**Question.** The table follows Ti₂Co in a cubic Laves arrangement, a simpler structure than that of the real compound. Each Co has 12 Ti neighbours and, slightly farther away, four Co; the shortest distance in the table is that between Ti atoms. Answer the six parts below.

Ti₂Co, computed with Ansatz 0.2.0 using r2SCAN, scalar-relativistic PAW and collinear spin, with a plane-wave cutoff of 500 eV, a 10×10×10 k mesh and Gaussian smearing of 0.1 eV. The last column gives the electrons per six-atom cell that are not captured by Löwdin projection on the 3s, 3p, 4s and 3d shells of Ti and Co.

| volume (Å³/atom) | shortest distance (Å) | electrons outside these shells (e) |
| --- | --- | --- |
| 14.190 | 2.469 | 0.940 |
| 14.643 | 2.495 | 0.970 |
| 14.992 | 2.515 | 1.000 |
| 15.096 | 2.520 | 1.000 |
| 15.549 | 2.545 | 1.020 |
| 16.002 | 2.570 | 1.050 |

**(a) What does "electrons outside these shells" count?**

The cell of six atoms holds 82 electrons in the calculation. The Löwdin method projects them on atomic 3s, 3p, 4s and 3d orbitals and adds up what it finds; the column is what remains. It is about one electron per cell, roughly 1% of the total. No 4p shell is among the orbitals, so charge of 4p character can end up here although it is still bound in the metal.

*Remark.* Adding a 4p shell would lower the column without moving any charge. The number belongs to the set of orbitals as much as to the material.

**(b) How fast does the remainder grow with volume?**

Suppose the uncounted charge had a fixed average density. It would then grow in proportion to the volume. Starting from the smallest cell, the estimate for the largest is

$$0.94\ \mathrm{e}\times\frac{16.002}{14.190}=1.06\ \mathrm{e},$$

against 1.05 e in the table. The first row sets the scale; the other five are met to about 0.01 e, the step to which the values are rounded (the final zeros in the column carry no information).

*Remark.* The agreement gives the size of the effect, not the place of the charge. A projection counts orbital character and does not locate electrons between the atoms.

**(c) Which shells supply the extra remainder?**

The shell populations of the same calculations, compared between 14.190 and 15.549 Å³/atom, show that 3d loses 0.35 e per cell. The 4s shells gain 0.16 e, and 3s and 3p together gain 0.11 e. The remainder takes the other 0.08 e.

The direction is what band theory leads one to expect. Squeezing a transition metal raises the energy of its spread-out s and p electrons faster than that of the compact d electrons, so charge moves into d states. Expansion reverses this: the d shells empty a little into s and p states. The s part is counted under 4s, while a p part has no shell of its own and can fall into the remainder. That this p part makes up most of the growing remainder is plausible but untested here.

**(d) Is the change in (c) a clean transfer of electrons?**

No, and the inner shells show why. In Ti, 3s and 3p lie deep and are full, so they should hold eight electrons. The Löwdin count falls short of eight by 0.15 e per Ti in the smallest cell and by 0.13 e at 15.549 Å³/atom.

These shells have hardly lost real electrons. Löwdin's method must first make overlapping orbitals orthogonal to one another, and this mixes some inner-shell character into other shells. Atoms farther apart overlap less, so the shortage shrinks.

*Remark.* Making the orbitals orthogonal only moves counts between the listed shells. The remainder stays the same, because the new orbitals span the same space as the old ones. Summed over the cell, the recovery of the inner shells is 0.11 e. The loss of 3d, 0.35 e, is clearly larger, so the inner shells alone cannot account for it. The same step can also move counts between 3d and 4s, however. A shift from d to s and p is therefore expected from the argument in (c) rather than proved by these counts, and its size should not be read as a number of transferred electrons.

**(e) Would the remainder keep growing if the atoms were pulled fully apart?**

It would not. Isolated Ti and Co atoms in their ground states have their outer electrons in 3d and 4s, with 4p empty. The listed shells would then describe nearly everything, and the remainder would fall towards zero. The rise must therefore turn over somewhere beyond the volumes of the table, and the proportional estimate of (b) must fail there.

*Remark.* The remainder is a product of bonding: it needs neighbours, which can mix p character into the occupied states and reshape the orbitals. A trend over 13% in volume shows only one side of that curve.

**(f) Can the remainder be used to find the charge on Co?**

At 14.643 Å³/atom the bare Löwdin sum leaves Co with a charge of +0.39. If Co received the entire remainder, its charge would become −0.09. Bader's method, which cuts space along the minima of the electron density, gives −0.94 at 15.096 Å³/atom. The small difference in volume does not explain the gap, because the same Löwdin exercise at 15.549 Å³/atom still gives only about −0.1.

The two methods ask different questions. Löwdin books the tail of a Ti orbital under Ti even where it reaches into the region of Co; Bader books that density under Co. For judging charge transfer in an alloy, one should compare values from a single method and never treat the remainder as ionised charge.

*Remark on digits.* The equal values at 14.992 and 15.096 Å³/atom are no evidence of a plateau, since the mean slope predicts a step of only 0.006 e. The row at 14.992 also has another PAW set and Ti moments opposed to those of Co, whereas they are parallel in the other five. With both changed at once, its good fit does not show that either is harmless. The runs made only a light search for lower-lying electronic states and no stability check, so the magnetic order of each row is the one its run found, not a proven ground state.
